**Spin splitting of the 5p level along the ions of thallium**

The table holds 5p up and down Kohn-Sham eigenvalues, mean radii and their energy difference for ten Tl ions from spherical, spin-polarised, scalar-relativistic LDA-PZ atoms (Quantum ESPRESSO ld1.x). The program fits the six open-5d rows with a splitting proportional to binding energy, to the number of unpaired electrons, to that number over a power of the 5d radius, and to the local-exchange form (C/r)(N↑^(1/3) − N↓^(1/3)). The worst errors relative to the table are 197% for binding, 18% for plain counting, 12% with 1/r(5d), 0.85% with a free exponent of 3.15, and 0.34% for the one-parameter cube-root form, which also follows the uneven steps per unpaired electron. The background electron count trades against the choice of radius, so the share due to contraction is not fixed. Of the unfitted open-shell rows, Tl14+ is predicted 2.2% low and Tl2+, with 6s counted in the shell, about six times too high.

Thallium ions as spherical all-electron Kohn-Sham atoms, computed with Quantum ESPRESSO ld1.x 7.5 using spin-polarised LDA (Slater exchange, Perdew-Zunger correlation), scalar relativity and a point nucleus. Open 5d shells are occupied high-spin. Eigenvalues are negative for bound levels.

## Numerical check

```python
# Table: 5p up/down Kohn-Sham eigenvalues, mean radii and spin splitting of Tl ions (Quantum ESPRESSO ld1.x,
# LDA-PZ, scalar-relativistic, spin-polarised, spherical). Tested: splitting from binding (A), unpaired count (B),
# count with 5d contraction (C), local exchange (C0/r)(Nup^1/3 - Ndown^1/3) of the n=5 spd shell (D).
T = {
    'ion': ['Tl2+', 'Tl3+', 'Tl7+', 'Tl8+', 'Tl9+', 'Tl10+', 'Tl11+', 'Tl12+', 'Tl13+', 'Tl14+'],
    'Z': [81, 81, 81, 81, 81, 81, 81, 81, 81, 81],
    'charge': [2, 3, 7, 8, 9, 10, 11, 12, 13, 14],  # e
    'N': [79, 78, 74, 73, 72, 71, 70, 69, 68, 67],
    'configuration': ['[Xe] 4f14 5d10 (6s up)1', '[Xe] 4f14 5d10', '[Xe] 4f14 (5d up)5 (5d down)1', '[Xe] 4f14 (5d up)5', '[Xe] 4f14 (5d up)4', '[Xe] 4f14 (5d up)3', '[Xe] 4f14 (5d up)2', '[Xe] 4f14 (5d up)1', '[Xe] 4f14', '[Kr] 4d10 4f14 5s2 (5p up)3 (5p down)2'],
    'eigenvalue_5p_up': [-94.32, -105.76, -177.46, -197.37, -217.32, -237.81, -258.78, -280.19, -301.99, -326.96],  # eV
    'eigenvalue_5p_down': [-94.225, -105.76, -174.43, -193.29, -213.87, -235.06, -256.83, -279.15, -301.99, -325.65],  # eV
    'mean_radius_5p_up': [1.0068, 1.0052, 0.97661, 0.96844, 0.95958, 0.95059, 0.94151, 0.93231, 0.92294, 0.91222],  # bohr
    'mean_radius_5p_down': [1.0057, 1.0052, 0.97407, 0.96476, 0.95655, 0.94822, 0.93982, 0.93139, 0.92294, 0.91234],  # bohr
    'gap': [0.0947, 0.0, 3.0264, 4.0804, 3.4549, 2.7503, 1.9545, 1.0487, 0.0, 1.302],  # eV
}
import numpy as np
from scipy.constants import physical_constants as pc
Ha = pc['Hartree energy in eV'][0]
ion = T['ion']; q = np.array(T['charge'], float); g = np.array(T['gap'], float)
eps = -(np.array(T['eigenvalue_5p_up'], float) + np.array(T['eigenvalue_5p_down'], float)) / 2
ru = np.array(T['mean_radius_5p_up'], float); rd = np.array(T['mean_radius_5p_down'], float)
r = (ru + rd) / 2; dr = ru - rd
up = np.array([9, 9, 9, 9, 8, 7, 6, 5, 4, 4.]); dn = np.array([9, 9, 5, 4, 4, 4, 4, 4, 4, 3.])  # 5s+5p+5d per spin
s6 = np.array([1, 0, 0, 0, 0, 0, 0, 0, 0, 0.]); m = up - dn + s6
# further outputs of the same runs: mean radius (bohr) of 6s up (Tl2+) and 5d up (Tl7+..Tl12+)
rc = np.array([2.259103, 0, 1.19636, 1.169339, 1.144953, 1.122279, 1.101014, 1.080871, 0, r[9]])
assert np.all(60 + up + dn + s6 == np.array(T['N'])) and np.all((g == 0) == (m == 0))
print("ion  n=5 up/down unpaired |e5p|eV gap eV gap/unp 1000gap/|e| r_up-r_dn  per eV  r_spin/r5p")
for i in range(10):
    x = f"{g[i]/m[i]:.3f} {1e3*g[i]/eps[i]:6.2f} {dr[i]:+.5f} {dr[i]/g[i]:+.5f} {rc[i]/r[i]:.3f}" if m[i] else "closed shell"
    print(f"{ion[i]:6s} {up[i]:.0f}/{dn[i]:.0f} {m[i]:.0f} {eps[i]:7.2f} {g[i]:.4f} {x}")
print("rounding: gap 0.00005 eV (0.005% of 1 eV); radii 0.000005 bohr, 0.00005 for Tl2+ and Tl3+")
print(f"5p deepens {(eps[8]-eps[1])/10:.2f} eV per electron Tl3+ to Tl13+; r5p shrinks {100*(1-r[8]/r[1]):.1f}%")
print(f"correlation of gap with: charge {np.corrcoef(q,g)[0,1]:+.2f}, |e5p| {np.corrcoef(eps,g)[0,1]:+.2f}, unpaired {np.corrcoef(m,g)[0,1]:+.2f} (all rows)")
k = np.arange(2, 8); G = g[k]; per = G / m[k]
def fit(f):
    c = np.exp(np.mean(np.log(G / f))); return c, c * f
def cube(b): return (up[k] - 4 + b)**(1/3) - (dn[k] - 4 + b)**(1/3)
p = -np.polyfit(np.log(rc[k]), np.log(per), 1)[0]
M = {'A': fit(eps[k]), 'B': fit(m[k]), 'C1': fit(m[k]/rc[k]), 'Cp': fit(m[k]/rc[k]**p), 'D': fit(cube(4)/r[k])}
print(f"fits on the six 5d rows: A gap=k|e|, k={M['A'][0]:.4f}; B J={M['B'][0]:.3f} eV per unpaired electron")
print(f"C1 unpaired*a/r5d, a={M['C1'][0]:.3f} eV bohr; Cp unpaired*a/r5d^p, a={M['Cp'][0]:.3f}, p={p:.2f}")
print(f"D C0={M['D'][0]:.3f} eV bohr (crude shell volume 4 pi r^3 gives {Ha*(6/np.pi/(4*np.pi))**(1/3):.0f}, order only)")
err = {n: 100 * (M[n][1] / G - 1) for n in M}
print("error %   " + "".join(f"{n:>8s}" for n in M) + "   D gap eV")
for j, i in enumerate(k):
    print(f"{ion[i]:10s}" + "".join(f"{err[n][j]:+8.2f}" for n in M) + f"   {M['D'][1][j]:.4f}")
print("worst     " + "".join(f"{np.abs(err[n]).max():8.2f}" for n in M))
print("steps of gap/unpaired, eV, 7+>8+ ... 11+>12+")
for n, y in (('table', G), ('Cp', M['Cp'][1]), ('D', M['D'][1])):
    print(f"  {n:6s}" + " ".join(f"{s:.4f}" for s in np.diff(y / m[k])))
print(f"rise of gap/unpaired Tl7+ to Tl12+: {100*(per[-1]/per[0]-1):.1f}%, log {np.log(per[-1]/per[0]):.3f}")
cu = cube(4) / m[k]
print(f"  log parts: cube root {np.log(cu[-1]/cu[0]):.3f}, 1/r5p {np.log(r[2]/r[7]):.3f}; 1/r5d would give {np.log(rc[2]/rc[7]):.3f}")
print(f"Tl9+/Tl7+ gap ratio: table {g[4]/g[2]:.3f}, C1 {M['C1'][1][2]/M['C1'][1][0]:.3f}, Cp {M['Cp'][1][2]/M['Cp'][1][0]:.3f}, D {M['D'][1][2]/M['D'][1][0]:.3f}")
bs = np.arange(1, 12.01, 0.05)
for name, L in (('no radius', np.ones(6)), ('1/r5p', r[k]), ('1/r5d', rc[k])):
    w = [np.abs(fit(cube(b) / L)[1] / G - 1).max() for b in bs]; j = int(np.argmin(w))
    print(f"D with background b free, {name}: b={bs[j]:.2f} per spin, worst {100*w[j]:.2f}%")
C0, J = M['D'][0], M['B'][0]
d14 = C0 / r[9] * (up[9]**(1/3) - dn[9]**(1/3)); d2 = C0 / r[0] * ((up[0] + 1)**(1/3) - dn[0]**(1/3))
print(f"not fitted Tl14+: table {g[9]:.4f}, D {d14:.3f} ({100*(d14/g[9]-1):+.1f}%), B {J:.3f} ({100*(J/g[9]-1):+.1f}%)")
print(f"not fitted Tl2+: table {g[0]:.4f}, D with 6s counted {d2:.3f} (x{d2/g[0]:.1f}), B x{J/g[0]:.1f}; D without 6s 0")
print(f"one unpaired electron: Tl12+/Tl2+ gap {g[7]/g[0]:.1f}, Tl14+/Tl12+ gap {g[9]/g[7]:.2f}")
# further outputs of the Tl12+ run: level, eigenvalue up, eigenvalue down (eV), mean radius up (bohr)
lev = [('4d', -593.9594, -593.7747, 0.4384148), ('5s', -340.2013, -339.2935, 0.8414591),
       ('4f', -332.7357, -332.5026, 0.4604649), ('5d', -207.6452, -206.4905, 1.080871)]
print("Tl12+ levels (|e| eV, split eV, r bohr); 5d down is empty")
print("  " + "; ".join(f"{n} {-a:.0f}, {b-a:.3f}, {c:.2f}" for n, a, b, c in lev))
print(f"  5s/4f split ratio {(lev[1][2]-lev[1][1])/(lev[2][2]-lev[2][1]):.1f} at binding ratio {lev[1][1]/lev[2][1]:.3f}")
assert ion[int(np.argmax(g))] == 'Tl8+' and np.all(np.diff(per) > 0)
assert p > 2 and np.abs(err['D']).max() < 2 < np.abs(err['C1']).max()
assert np.all(dr[[0, 2, 3, 4, 5, 6, 7]] > 0) and dr[9] < 0
```

Printed output:

```
ion  n=5 up/down unpaired |e5p|eV gap eV gap/unp 1000gap/|e| r_up-r_dn  per eV  r_spin/r5p
Tl2+   9/9 1   94.27 0.0947 0.095   1.00 +0.00110 +0.01162 2.245
Tl3+   9/9 0  105.76 0.0000 closed shell
Tl7+   9/5 4  175.94 3.0264 0.757  17.20 +0.00254 +0.00084 1.227
Tl8+   9/4 5  195.33 4.0804 0.816  20.89 +0.00368 +0.00090 1.210
Tl9+   8/4 4  215.59 3.4549 0.864  16.02 +0.00303 +0.00088 1.195
Tl10+  7/4 3  236.44 2.7503 0.917  11.63 +0.00237 +0.00086 1.182
Tl11+  6/4 2  257.80 1.9545 0.977   7.58 +0.00169 +0.00086 1.170
Tl12+  5/4 1  279.67 1.0487 1.049   3.75 +0.00092 +0.00088 1.160
Tl13+  4/4 0  301.99 0.0000 closed shell
Tl14+  4/3 1  326.30 1.3020 1.302   3.99 -0.00012 -0.00009 1.000
rounding: gap 0.00005 eV (0.005% of 1 eV); radii 0.000005 bohr, 0.00005 for Tl2+ and Tl3+
5p deepens 19.62 eV per electron Tl3+ to Tl13+; r5p shrinks 8.2%
correlation of gap with: charge +0.13, |e5p| +0.07, unpaired +0.97 (all rows)
fits on the six 5d rows: A gap=k|e|, k=0.0111; B J=0.891 eV per unpaired electron
C1 unpaired*a/r5d, a=1.012 eV bohr; Cp unpaired*a/r5d^p, a=1.328, p=3.15
D C0=8.000 eV bohr (crude shell volume 4 pi r^3 gives 15, order only)
error %          A       B      C1      Cp       D   D gap eV
Tl7+        -35.28  +17.79  +11.76   -0.17   +0.31   3.0357
Tl8+        -46.71   +9.21   +6.01   -0.54   -0.07   4.0777
Tl9+        -30.53   +3.18   +2.30   +0.42   -0.28   3.4453
Tl10+        -4.29   -2.79   -1.67   +0.76   -0.26   2.7430
Tl11+       +46.85   -8.80   -5.98   +0.39   -0.04   1.9537
Tl12+      +196.90  -15.02  -10.75   -0.85   +0.34   1.0523
worst       196.90   17.79   11.76    0.85    0.34
steps of gap/unpaired, eV, 7+>8+ ... 11+>12+
  table 0.0595 0.0476 0.0530 0.0605 0.0715
  Cp    0.0563 0.0557 0.0564 0.0573 0.0587
  D     0.0566 0.0458 0.0530 0.0625 0.0755
rise of gap/unpaired Tl7+ to Tl12+: 38.6%, log 0.326
  log parts: cube root 0.281, 1/r5p 0.046; 1/r5d would give 0.102
Tl9+/Tl7+ gap ratio: table 1.142, C1 1.045, Cp 1.148, D 1.135
D with background b free, no radius: b=3.20 per spin, worst 0.45%
D with background b free, 1/r5p: b=4.00 per spin, worst 0.34%
D with background b free, 1/r5d: b=5.55 per spin, worst 0.23%
not fitted Tl14+: table 1.3020, D 1.273 (-2.2%), B 0.891 (-31.6%)
not fitted Tl2+: table 0.0947, D with 6s counted 0.591 (x6.2), B x9.4; D without 6s 0
one unpaired electron: Tl12+/Tl2+ gap 11.1, Tl14+/Tl12+ gap 1.24
Tl12+ levels (|e| eV, split eV, r bohr); 5d down is empty
  4d 594, 0.185, 0.44; 5s 340, 0.908, 0.84; 4f 333, 0.233, 0.46; 5d 208, 1.155, 1.08
  5s/4f split ratio 3.9 at binding ratio 1.022
```
